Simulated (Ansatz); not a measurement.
## MgO3: the change of pressure with volume per atom

All results are calculated (Ansatz 0.2.0 development build). Equation of state of a cubic crystal from periodic Kohn-Sham density functional theory without spin; pressure corrected for the finite basis.

Cell of the first row (space group Pm-3m, No. 221):
```
MgO3
1.0
      3.8800     0.0000     0.0000
      0.0000     3.8800     0.0000
      0.0000     0.0000     3.8800
Mg O
1 3
Direct
  0.00000 0.00000 0.00000
  0.50000 0.00000 0.00000
  0.00000 0.50000 0.00000
  0.00000 0.00000 0.50000
```

Settings of every row: formula MgO3; structure type ReO3; functional PBE; spin treatment none; k mesh 27x27x27; occupation method fermi-dirac; occupation width 0.061225619 eV; wave cutoff 420 eV; datasets soft-1 PAW; density cutoff ratio 4.

Limits: a cubic model structure, not a phase known at ambient conditions; no spin polarisation, a magnetic state may lie lower.

| row | volume per atom (Å³) | pressure (GPa) | energy above lowest point (meV/atom) |
| --- | --- | --- | --- |
| 1 | 14.603 | 4.192 | 11.76 |
| 2 | 14.914 | 2.668 | 5.13 |
| 3 | 15.224 | 1.299 | 1.31 |
| 4 | 15.535 | ? | ? |
| 5 | 15.846 | -1.035 | 0.95 |
| 6 | 16.156 | -2.027 | 3.94 |
| 7 | 16.467 | -2.918 | 8.75 |

Question: what pressure should row 4 give?

Worked fit of pressure. Take u = (V_r/V)^(2/3) − 1 with V_r = 15.535 Å³ an atom, which is twice the finite (Eulerian) strain; such expansions in the strain, on which the Birch-Murnaghan equation of state is built, carry the rest volume and the bulk modulus. The shown rows have u = 0.04211, 0.02757, 0.01357, -0.01313, -0.02579, -0.0381. Least squares give pressure = 0.0697 + 87.384 × u + 242.13 × u² + 181 × u³ GPa; a parabola predicts inner rows, each left out in turn, worse (root mean square 0.005 against 0.0029 GPa). The rows lie off it by 0.000, 0.001, -0.002, 0.001, -0.001, 0.000. The pressure vanishes at u = -0.0008, or V = 15.55 Å³ an atom, and there the bulk modulus at fixed shape and fractions is B = −V dP/dV = (2/3)(1 + u) dP/du = 58 GPa. The withheld row has u = 0, so the fit gives 0.0697 + 87.384 × (0) + 242.13 × (0)² + 181 × (0)³ = 0.070 GPa.

The calculation gave 0.069 GPa. The fit lies 0.001 GPa (1.4 % of the value, 0.014 % of the column's range) above it, one unit of the last digit.

The other values of row 4: energy above lowest point 0 meV/atom.
